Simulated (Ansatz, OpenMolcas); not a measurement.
## CH3BO (Borane carbonyl): the HOMO–LUMO gap, rung by rung

CH3BO: 6 atoms, total charge 0, spin state singlet. SMILES: `[BH3-]C#[O+]`. The shape is that of a PBE0-D4/def2-TZVP optimisation.

Each level gives the HOMO–LUMO gap (eV). The values are calculated.

```tsv
level	kind	program	value (eV)
SVWN5/def2-TZVP	LDA	Ansatz	5.78
BLYP/def2-TZVP	GGA	Ansatz	5.85
PBE/def2-TZVP	GGA	OpenMolcas	5.87
BHLYP/def2-TZVP	global hybrid	Ansatz	10.63
PBE0/def2-TZVP	global hybrid	OpenMolcas	8.23
CAM-B3LYP/def2-TZVP	range-separated hybrid	Ansatz	10.78
wB97X/def2-TZVP	range-separated hybrid	Ansatz	12.92
B2PLYP/def2-TZVP	double hybrid	OpenMolcas	10.93
```

The values span 5.78 to 12.92 eV. Orbital gaps aren't excitation energies, and those of double hybrids come from the SCF part alone; they tend to grow with the share of exact exchange.

The three semilocal functionals agree closely, from 5.78 to 5.87 eV, so the step from LDA to GGA hardly matters here. PBE0 opens the gap to 8.23 eV and wB97X to 12.92 eV. Because the geometry is the same throughout, this spread is electronic and not structural, probably because nonlocal exchange lowers the filled orbitals and raises the empty ones. CAM-B3LYP, at 10.78 eV, lies close to BHLYP and B2PLYP despite its different construction, so similar gaps needn't mean similar treatments of exchange.

Every level leaves a wide gap, as expected for a closed-shell adduct in which the carbon lone pair of CO fills the vacant boron p orbital. The frontier pair is probably a B–H bonding level of π symmetry, able to donate into CO, and an empty level mainly of CO π* character. That would make the gap a measure of the separation between hydridic B–H bonds and the carbonyl acceptor, but it doesn't show how strongly CO is bound to borane.
